Inside a layer of this aluminium monoxide the highest filled band moves by about 2.6 eV. Along the stack at Gamma, the centre of the zone, it moves by only a few tenths. The path through the zone begins with the line from Gamma to M, and its results are hidden here. Can the band edges on that line be worked out from the rest of the path?

Band levels of AlO (space group P-3m1, four atoms per cell), computed with Ansatz 0.2.0 using scalar-relativistic PBE, PAW and plane waves, without spin polarization or a dispersion correction. The wave cutoff is 420 eV, the k mesh 12×12×4 and the Gaussian smearing width 0.02 eV. Levels are counted from the Fermi level.

| row | band distance (1/Å) | level b2 from the Fermi level (eV) | level b1 from the Fermi level (eV) | level a1 from the Fermi level (eV) | level a2 from the Fermi level (eV) |
| --- | --- | --- | --- | --- | --- |
| 1 | ? | ? | ? | ? | ? |
| 2 | ? | ? | ? | ? | ? |
| 3 | ? | ? | ? | ? | ? |
| 4 | 1.421 | -4.979 | -1.123 | 0.754 | 3.776 |
| 5 | 1.723 | -4.883 | -0.749 | 1.388 | 2.888 |
| 6 | 2.126 | -4.850 | -0.837 | 1.902 | 2.548 |
| 7 | 2.730 | -5.353 | -2.196 | 3.172 | 4.313 |
| 8 | 3.333 | -5.106 | -3.123 | 1.343 | 3.115 |
| 9 | 3.506 | -5.107 | -2.985 | 1.102 | 3.429 |
| 10 | 3.679 | -5.108 | -2.786 | 0.805 | 3.912 |
| 11 | 4.086 | -5.239 | -2.444 | 1.677 | 4.680 |
| 12 | 4.609 | -5.183 | -1.693 | 2.104 | 3.632 |
| 13 | 5.058 | -5.037 | -1.215 | 0.589 | 3.805 |
| 14 | 5.360 | -4.936 | -0.901 | 1.103 | 3.426 |
| 15 | 5.662 | -4.896 | -0.547 | 1.904 | 1.904 |
| 16 | 6.265 | -5.251 | -1.747 | 3.515 | 3.857 |
| 17 | 6.869 | -5.157 | -2.635 | 1.117 | 4.235 |
| 18 | 7.157 | -5.041 | -1.235 | 0.553 | 3.754 |
| 19 | 7.330 | -5.019 | -1.217 | 0.583 | 3.684 |
| 20 | 7.474 | -4.896 | -0.547 | 1.904 | 1.904 |
| 21 | 7.647 | -4.900 | -0.553 | 1.917 | 1.917 |
| 22 | 7.820 | -4.906 | -0.562 | 1.936 | 1.936 |

The levels b1 and b2 are the highest and second highest filled ones at each point; a1 and a2 are the lowest and second lowest empty ones. The zero lies inside the gap, so only differences between levels carry meaning. The spacing of the known points puts row 1 at Gamma itself, and rows 2 and 3 at three sevenths and six sevenths of the way to M.

**Rows 4 to 8, from near M past K to Gamma.** The level b1 climbs towards K and then sinks to −3.12 eV at Gamma. Even there it stays 1.98 eV above b2, so it can be treated as a band of its own. A simple count suggests what it is. The cell has 18 valence electrons, which fill nine bands; the s and p orbitals of two oxygen atoms account for eight, and the ninth fits a bond between the two aluminium atoms. These face each other at about 2.6 Å. Each carries a Bader charge of about +1.7, which leaves it little more than one of its three valence electrons, as such a bond needs. No projection of the band onto orbitals tests this reading.

Such bonds, one per cell, form a triangular net. At Gamma all of them have the same phase, which lowers the energy if the coupling between neighbours favours equal phases. At M two of the three directions to nearest neighbours are out of phase and one is in phase. At K the phases differ by a third of a turn in every direction, the worst compromise that the net allows. As long as nearest neighbours dominate, a triangular net with this sign of coupling therefore has its band bottom at Gamma and its top at K.

Nearest neighbours alone would put K above M by only an eighth of the rise from Gamma to M, or about 0.2 eV here. The table has b1 at H, directly above K in the zone, some 0.7 eV higher than on the line L-M. More distant neighbours can supply the difference. Second neighbours are all in phase at K but not at M, so a coupling of the opposite sign lifts K further.

**Rows 8 to 10, from Gamma towards A.** This stretch follows the stacking direction. The level b1 rises by 0.34 eV and a1 falls by 0.54 eV, so the layers do feel each other. The size of these shifts depends on the distance between layers, which PBE without a dispersion correction describes poorly.

**Rows 11 to 17, the round trip from A through L and H.** Leaving A, the empty level a1 first climbs, reaching 2.10 eV in row 12, and is back down at 0.59 eV close to L. The empty states thus have two kinds of valley, one around the line Gamma-A and a lower one around L. At H, a1 meets a2 at 1.90 eV. Symmetry requires this pair all along H-K as long as spin-orbit coupling is left out.

**Rows 18 to 22, upright lines at the rim of the zone.** Here the stacking direction hardly matters: between rows 18 and 19 a1 changes by 0.03 eV. The valley is therefore a long trough running from L to M. Its lowest listed point and the top of b1 at H lie 1.10 eV apart, at different places in the zone, so the gap is indirect. PBE gaps are normally too small.

For b1 the phase picture becomes a sum of cosines,

$$E = c_0 + c_1S_1 + c_2S_2 + c_3S_3 + (d_0 + d_1S_1)\cos(k_z c).$$

Each $S_n$ adds the cosines of the phase steps to the $n$-th shell of neighbours in the layer. The last term describes the stacking, with $k_z$ the wave number along the stack and $c$ the cell height. The six constants were fitted to the known rows, with H counted once; they serve for interpolation and are not measured couplings. Leaving out one row at a time gives an error bar of about 0.2 eV, taken as twice the typical miss.

The level a1 has several valleys and touches a2, so a short cosine sum would be unsafe. Row 2 can instead be scaled from row 7, which lies three sevenths of the way from Gamma to K. The line to M is shorter than the line to K by the factor $\sqrt{3}/2$. If a1 grows with the square of the distance from Gamma, equally in both directions, then

$$1.343 + \tfrac{3}{4}\,(3.172 - 1.343) = 2.715\ \text{eV}.$$

Linear growth would give 2.93 eV. The forecast range is wider than this bracket, because the direction may matter and the valley at M may pull the level down.

Row 3 is treated in the same way from the other end. The trough puts a1 at M near 0.60 eV, and row 12 shows how fast the level climbs when one leaves L towards A. Row 3 is half as far from M as row 12 is from L. It should therefore gain between a quarter and a half of that climb, which places it between 0.99 and 1.38 eV.

For b1 the fit to the known rows gives −2.50 eV in row 2 and −1.38 eV in row 3, each with the error bar of about 0.2 eV. The other forecasts, whose ranges are set by judgement around the estimates above, are these:

- Row 1 is Gamma again and must repeat row 8 in every level. This is an identity, not a success of any model.
- Row 2 has a1 between 2.4 and 3.2 eV.
- Row 3 has a1 between 0.9 and 1.4 eV.
- Row 3 is nearer to M than row 4, yet its a1 lies higher, because the valley should be steeper towards Gamma than towards K. Around L the known rows show the same pattern: row 12, towards A, is nearer to L than row 14, towards H, yet its a1 is higher.

No forecast is made for b2 and a2 in rows 2 and 3.

The withheld rows as computed:

| row | band distance (1/Å) | level b2 from the Fermi level (eV) | level b1 from the Fermi level (eV) | level a1 from the Fermi level (eV) | level a2 from the Fermi level (eV) |
| --- | --- | --- | --- | --- | --- |
| 1 | 0.000 | -5.106 | -3.123 | 1.343 | 3.115 |
| 2 | 0.523 | -5.367 | -2.362 | 2.836 | 4.047 |
| 3 | 1.046 | -4.982 | -1.395 | 1.065 | 3.685 |

Row 1 repeats row 8, as it must. Both ranges for a1 contain the computed values, though they were wide: the one for row 2 spans 0.8 eV. The misses of the single estimates say more.

For b1 the cosine fit, which had not seen these rows, is 0.13 eV too low in row 2 and only 0.02 eV too high in row 3. Both misses lie within its error bar. A fit with nearest neighbours alone does better in row 2, with a miss of 0.03 eV, but puts row 3 too high by 0.28 eV. The distant neighbours thus earn their place near the rim of the zone, where the phase argument called for them, and not at every single point.

For a1 in row 2 the middle of the two estimates misses by less than 0.02 eV. That is partly luck, since the estimates themselves are 0.2 eV apart. In row 3 the middle is 0.12 eV too high, and the computed level lies closer to the quadratic estimate. If the level climbs from M much as it does from L, the valley is thus closer to a parabola than to a cone near its bottom, as expected at a smooth band minimum.

The forecast about the shape of the valley also holds. From M, a1 rises by 0.47 eV to row 3 but by only 0.16 eV to row 4, which is slightly farther away. Per squared distance the climb towards Gamma is about four times as steep. This is a coarse measure, taken over finite steps, but the extrapolated level at M agrees with the one computed there on the full path. The ratio means that electrons in this valley are much lighter along the line to Gamma than along the line to K.

In a device, each valley would then carry current more easily in one direction of the layer than in the other. The crystal has three such valleys, turned by 120° from one another, and together they even out the conduction within the layer. Alumina, the familiar gate insulator, is a different compound with a far wider gap. The monoxide cell could not simply take its place, and these bands do not show whether it is stable at all. The fits and all estimates are printed in the output below.

Output of the analysis:

```
fit of band_b1 on 18 rows (abs(n3 - 28) > 0.5): constant -1.541 +/- 0.044, coefficient of S1 -0.4849 +/- 0.025, coefficient of cz -0.009298 +/- 0.049, coefficient of S1*cz -0.05588 +/- 0.029; rms 0.162, worst 15 -0.341, leave-one-out rms 0.196
  rows outside the fit (model, value, miss): 1 -3.172, -3.123, -0.0492; 2 -2.331, -2.362, 0.0307; 3 -1.116, -1.395, 0.279; 20 -0.8877, -0.547, -0.341
fit of band_b1 on 18 rows (abs(n3 - 28) > 0.5): constant -1.634 +/- 0.024, coefficient of S1 -0.5003 +/- 0.012, coefficient of S2 0.08767 +/- 0.011, coefficient of S3 -0.01351 +/- 0.011, coefficient of cz -0.0474 +/- 0.02, coefficient of S1*cz -0.04364 +/- 0.011; rms 0.0592, worst 16 0.11, leave-one-out rms 0.0988
  rows outside the fit (model, value, miss): 1 -3.091, -3.123, 0.0324; 2 -2.496, -2.362, -0.134; 3 -1.379, -1.395, 0.0163; 20 -0.6182, -0.547, -0.0712
least distance of b1 above b2, known rows (eV): 1.983
indirect gap of the known rows (eV): 1.1
least direct gap of the known rows (eV): 1.788
change of b1 from row 8 to row 10, along the stack (eV): 0.337
change of a1 from row 8 to row 10, along the stack (eV): -0.538
error bar of the b1 model with far neighbours, twice the leave-one-out rms (eV): 0.1975
row 2 a1 estimate, quadratic growth from Gamma (eV): 2.715
row 2 a1 estimate, linear growth from Gamma (eV): 2.927
row 2 a1, middle of the two estimates less computed (eV): -0.01514
row 3 a1 estimate, quadratic growth from M (eV): 0.9861
row 3 a1 estimate, linear growth from M (eV): 1.375
row 3 a1, middle of the two estimates less computed (eV): 0.1156
row 1 against row 8, summed absolute differences of b1 and a1 (eV): 0
rise of a1 from M to row 4, towards K (eV): 0.157
rise of a1 from M to row 3, towards Gamma (eV): 0.468
rise per squared distance from M, towards Gamma over towards K (ratio): 3.974
```
